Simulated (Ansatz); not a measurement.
Cu: energy above lowest point against volume scale

Free energy against uniform scaling of the volume at fixed shape and fractions; periodic cell, basis, potentials, k mesh and filling as listed. The results are calculated, by Ansatz 0.2.0.

The cell before it is scaled or strained (space group P6_3/mmc, No. 194):
```
CELL_PARAMETERS angstrom
2.53410 0.00000 0.00000
-1.26700 2.19460 0.00000
0.00000 0.00000 4.11260
ATOMIC_POSITIONS crystal
Cu 0.33333 0.66667 0.25000
Cu 0.66667 0.33333 0.75000
```

Settings of every row: functional PBEsol; dispersion none; potentials all-electron LAPW; k mesh 13x13x7; k shift 0x0x0; occupations fermi dirac; smearing width 0.1 eV; spin none; basis error target 0.002 eV/atom.

Limits: coarse k mesh, up to 40 meV an atom off; the cell comes from a prototype or a list of computed structures and needn't be the stable phase.

| row | volume scale | V (Å³/atom) | energy above lowest point (meV/atom) |
| --- | --- | --- | --- |
| 1 | 0.94 | 10.75 | 15.9 |
| 2 | 0.96 | 10.978 | ? |
| 3 | 0.98 | 11.207 | 0 |
| 4 | 1 | 11.436 | 0.1 |
| 5 | 1.02 | 11.664 | 4.7 |
| 6 | 1.04 | 11.893 | 13.3 |
| 7 | 1.06 | 12.122 | 25.5 |

Question: what energy above lowest point should row 2 give?

Worked fit of energy above lowest point. Take u = (V_r/V)^(2/3) − 1 with V_r = 11.55 Å³ an atom, which is twice the finite (Eulerian) strain; such expansions in the strain, on which the Birch-Murnaghan equation of state is built, carry the rest volume and the bulk modulus. The shown rows have u = 0.04902, 0.0203, 0.00663, -0.00653, -0.01932, -0.03171. Least squares give energy above lowest point = 1.86 − 351.1 × u + 12657 × u² + 7068 × u³ meV/atom; a parabola predicts inner rows, each left out in turn, worse (root mean square 0.14 against 0.026 meV/atom). All shown rows lie on it to the printed digit. Its lowest point lies at u = 0.0137, or V = 11.32 Å³ an atom, and the curvature there gives the bulk modulus at fixed shape and fractions, B = (4/9)(1 + u)² E″(u)/V = 167 GPa. Letting shape and atoms relax would as a rule lower it, by much in layered, chain or molecular crystals. The withheld row has u = 0.03444, so the fit gives 1.86 − 351.1 × (0.03444) + 12657 × (0.03444)² + 7068 × (0.03444)³ = 5.1 meV/atom.

The calculation gave 5.1 meV/atom. The fit meets it to the printed digit.
